**Subshell parts of the dipole and quadrupole polarisability of Bi61+: size scaling against access to 3d5/2**

The table holds the contributions of the filled subshells of Bi61+, [Ar](3d3/2)4, to the static dipole and quadrupole polarisability in relativistic RPA with a B-spline basis. The program tests a model of occupation, size and gap built on Dirac hydrogenic orbitals with Slater charges, a single-excitation estimate for the step into the empty 3d5/2 level, and the effect of RPA coupling on the totals. The size model comes within 15% and 30% of the quadrupole p3/2:p1/2 ratios but is too small by factors of 3.2 and 16 for the dipole ones. The 3p3/2 excess is 78% of the dipole total, the Cauchy moment bounds the lowest dipole excitation at 22.8 hartree, and the single-excitation estimates lie about 25% above the two dipole excesses. In the quadrupole column those estimates exceed the whole rows by factors of 1.5 to 2.2, so the split between the two contributions stays undecided there.

Subshell parts of the static dipole and quadrupole polarisabilities of Bi61+ (Z = 83), [Ar] (3d3/2)4, computed with B-spline many-body code 1. The method is relativistic RPA (time-dependent Dirac-Hartree-Fock) for a closed shell, with the no-pair Dirac-Coulomb Hamiltonian, a B-spline basis and a finite nucleus of rms radius 5.5211 fm.

## Program and output

```python
# Table: subshell parts of the static dipole (bohr^3) and quadrupole (bohr^5) polarisability of Bi61+,
# [Ar](3d3/2)4, relativistic RPA, B-spline many-body code 1. Tested: occupation-size-gap scaling,
# excitation into the empty 3d5/2 subshell, and RPA coupling.
T = {
    'subshell': ['1s1/2', '2s1/2', '2p1/2', '2p3/2', '3s1/2', '3p1/2', '3p3/2', '3d3/2'],
    'subshell_dipole_part': [3.337e-08, 6.874e-07, 1.096e-06, 1.045e-05, 2.856e-05, 4.04e-05, 0.001669, 0.0002556],  # bohr³
    'subshell_quadrupole_part': [None, 3.356e-08, 1.256e-08, 5.621e-08, 9.706e-06, 3.88e-06, 1.437e-05, 2.088e-05],  # bohr⁵
}
import numpy as np
from scipy.constants import fine_structure as al
from scipy.special import eval_genlaguerre as Lg
from scipy.integrate import simpson
from scipy.optimize import brentq
from sympy import Rational as Q
from sympy.physics.wigner import wigner_3j
# further results of the same run (atomic units)
A1, A1u, A2, A2u, S4, C6 = 0.0020057, 0.00199103, 4.89445e-05, 4.12336e-05, 3.86529e-06, 0.000105032
S = T['subshell']
D = {1: dict(zip(S, T['subshell_dipole_part'])), 2: dict(zip(S, T['subshell_quadrupole_part']))}
qn = lambda s: (int(s[0]), 'spdf'.index(s[1]), int(s[2]))
def Zs(s):  # Slater's rules
    n, l, _ = qn(s)
    return 83 - (18 + 3*.35 if l == 2 else {1: .3, 2: 2*.85 + 7*.35, 3: 2 + 8*.85 + 7*.35}[n])
def dirac(s, Z):  # binding energy (hartree) and <r> (bohr), point nucleus
    n, l, tj = qn(s); k = -(l + 1) if tj == 2*l + 1 else l
    nr = n - abs(k); g = np.sqrt(k*k - (Z*al)**2); N = np.sqrt(nr*nr + 2*nr*g + k*k)
    return (1 - (nr + g)/N)/al**2, ((g + nr)*(3*N*N - k*k) - k*N)/(2*Z*N)
gap = lambda s, t: dirac(s, Zs(s))[0] - dirac(t, Zs(s))[0]
size = lambda s, L: (qn(s)[2] + 1)*dirac(s, Zs(s))[1]**(2*L)/gap(s, '4f7/2')
r = np.linspace(1e-6, 3, 30001)
def P(n, l, Z):
    y = r**(l + 1)*np.exp(-Z*r/n)*Lg(n - l - 1, 2*l + 1, 2*Z*r/n)
    return y/np.sqrt(simpson(y*y, x=r))
def ang(s, L):
    _, l, tj = qn(s)
    return 0.0 if (l + 2 + L) % 2 else float((tj + 1)*6*wigner_3j(Q(tj, 2), Q(5, 2), L, Q(-1, 2), Q(1, 2), 0)**2)
rad = lambda s, L: abs(simpson(P(qn(s)[0], qn(s)[1], Zs(s))*r**L*P(3, 2, Zs('3d3/2')), x=r))
tot = {L: sum(v for v in D[L].values() if v) for L in D}
print(f"row sums / run totals: dipole {tot[1]/A1:.4f}, quadrupole {tot[2]/A2:.4f}; rounding at most 0.05% per entry")
print(f"RPA over uncoupled total: dipole +{100*(A1/A1u-1):.1f}%, quadrupole +{100*(A2/A2u-1):.1f}%")
c = {}
for L in D:
    f = [D[L][s]/size(s, L) for s in S if D[L][s] and ang(s, L) == 0]
    c[L] = np.exp(np.mean(np.log(f)))
    print(f"size model c*N*<r>^{2*L}/gap(n=4): c={c[L]:.3f} on {len(f)} rows without 3d5/2 access, max/min {max(f)/min(f):.1f}")
print("row, Slater Z, <r> bohr, gap to n=4 Ha | dipole share %, table/size | quadrupole same (* reaches 3d5/2)")
for s in S:
    o = [f"{100*D[L][s]/tot[L]:7.3f} {D[L][s]/size(s, L)/c[L]:6.2f}{'*' if ang(s, L) else ' '}" if D[L][s] else "not given" for L in D]
    print(f"{s} {Zs(s):5.2f} {dirac(s, Zs(s))[1]:.4f} {gap(s, '4f7/2'):6.0f} | {o[0]} | {o[1]}")
print("pair ratios (no fitted constant): table, size model, table/size")
R = {}
for L, nm in ((1, 'dipole'), (2, 'quadrupole')):
    for a, b in (('2p3/2', '2p1/2'), ('3p3/2', '3p1/2'), ('2s1/2', '2p1/2'), ('3s1/2', '3p1/2')):
        t, m = D[L][a]/D[L][b], size(a, L)/size(b, L); R[L, a] = t/m
        print(f"  {nm} {a}:{b}  {t:6.2f} {m:5.2f} {t/m:6.2f}")
ex = {n: D[1][n+'p3/2'] - D[1][n+'p1/2']*size(n+'p3/2', 1)/size(n+'p1/2', 1) for n in '23'}
for n in '23':
    print(f"dipole {n}p3/2 excess over scaled {n}p1/2: {ex[n]:.3e} bohr^3, {100*ex[n]/D[1][n+'p3/2']:.0f}% of row, {100*ex[n]/A1:.1f}% of total")
w0, w1 = np.sqrt(A1/S4), np.sqrt(ex['3']/S4)
print(f"sqrt(alpha/S-4) = {w0:.1f} Ha; sqrt(3p3/2 excess/S-4) = {w1:.1f} Ha, oscillator strength {ex['3']*w1**2:.2f}")
a1, a2 = ex['3'], A1 - ex['3']
w2 = brentq(lambda w: .75*a1*a1*w1 + .75*a2*a2*w + 3*a1*a2*w1*w/(w1 + w) - C6, 5, 5000)
print(f"C6: one oscillator gives {.75*A1**2*w0/C6:.2f} of the run value; remainder {a2:.2e} bohr^3 needs {w2:.0f} Ha")
print("single excitation into 3d5/2: angular^2, radial integral, gap Ha, model, compared with, model/compared")
for L, s, w, ref, nm in ((1, '2p3/2', gap('2p3/2', '3d5/2'), ex['2'], 'excess'), (1, '3p3/2', w1, ex['3'], 'excess'),
        (2, '2s1/2', gap('2s1/2', '3d5/2'), D[2]['2s1/2'], 'whole row'),
        (2, '3s1/2', w1 + gap('3s1/2', '3p3/2'), D[2]['3s1/2'], 'whole row'),
        (2, '3d3/2', gap('3d3/2', '3d5/2'), D[2]['3d3/2'], 'whole row')):
    m = 2/(2*L + 1)*ang(s, L)*rad(s, L)**2/w
    print(f"  L={L} {s} {ang(s, L):.3f} {rad(s, L):.4f} {w:6.1f} {m:.2e} {ref:.2e} ({nm}) {m/ref:.2f}")
assert max(D[1], key=D[1].get) == '3p3/2' and D[2]['3d3/2'] > D[2]['3p3/2'] > D[2]['3s1/2'] > D[2]['3p1/2']
assert R[1, '3p3/2'] > 10 and R[1, '2p3/2'] > 2 and R[2, '3p3/2'] < 2 and R[2, '2p3/2'] < 2
assert w0 < .5*min(gap(s, '4f7/2') for s in S)
```

It prints:

```
row sums / run totals: dipole 1.0001, quadrupole 0.9999; rounding at most 0.05% per entry
RPA over uncoupled total: dipole +0.7%, quadrupole +18.7%
size model c*N*<r>^2/gap(n=4): c=0.124 on 6 rows without 3d5/2 access, max/min 4.9
size model c*N*<r>^4/gap(n=4): c=0.532 on 4 rows without 3d5/2 access, max/min 1.3
row, Slater Z, <r> bohr, gap to n=4 Ha | dipole share %, table/size | quadrupole same (* reaches 3d5/2)
1s1/2 82.70 0.0157   3590 |   0.002   1.97  | not given
2s1/2 78.85 0.0662    680 |   0.034   0.43  |   0.069   1.11*
2p1/2 78.85 0.0536    680 |   0.055   1.05  |   0.026   0.98 
2p3/2 78.85 0.0613    599 |   0.521   3.36* |   0.115   1.12 
3s1/2 71.75 0.1730    147 |   1.424   0.57  |  19.833   1.50*
3p1/2 71.75 0.1591    147 |   2.014   0.95  |   7.928   0.84 
3p3/2 71.75 0.1688    131 |  83.208  15.51* |  29.363   1.09 
3d3/2 63.95 0.1594    103 |  12.743   2.10  |  42.666   1.57*
pair ratios (no fitted constant): table, size model, table/size
  dipole 2p3/2:2p1/2    9.53  2.97   3.21
  dipole 3p3/2:3p1/2   41.31  2.53  16.35
  dipole 2s1/2:2p1/2    0.63  1.53   0.41
  dipole 3s1/2:3p1/2    0.71  1.18   0.60
  quadrupole 2p3/2:2p1/2    4.48  3.89   1.15
  quadrupole 3p3/2:3p1/2    3.70  2.85   1.30
  quadrupole 2s1/2:2p1/2    2.67  2.34   1.14
  quadrupole 3s1/2:3p1/2    2.50  1.40   1.79
dipole 2p3/2 excess over scaled 2p1/2: 7.191e-06 bohr^3, 69% of row, 0.4% of total
dipole 3p3/2 excess over scaled 3p1/2: 1.567e-03 bohr^3, 94% of row, 78.1% of total
sqrt(alpha/S-4) = 22.8 Ha; sqrt(3p3/2 excess/S-4) = 20.1 Ha, oscillator strength 0.64
C6: one oscillator gives 0.65 of the run value; remainder 4.39e-04 bohr^3 needs 208 Ha
single excitation into 3d5/2: angular^2, radial integral, gap Ha, model, compared with, model/compared
  L=1 2p3/2 2.400 0.0502  445.3 9.04e-06 7.19e-06 (excess) 1.26
  L=1 3p3/2 2.400 0.1572   20.1 1.96e-03 1.57e-03 (excess) 1.25
  L=2 2s1/2 1.200 0.0078  526.8 5.55e-08 3.36e-08 (whole row) 1.65
  L=2 3s1/2 1.200 0.0331   36.0 1.46e-05 9.71e-06 (whole row) 1.50
  L=2 3d3/2 0.343 0.0308    2.9 4.56e-05 2.09e-05 (whole row) 2.18
```
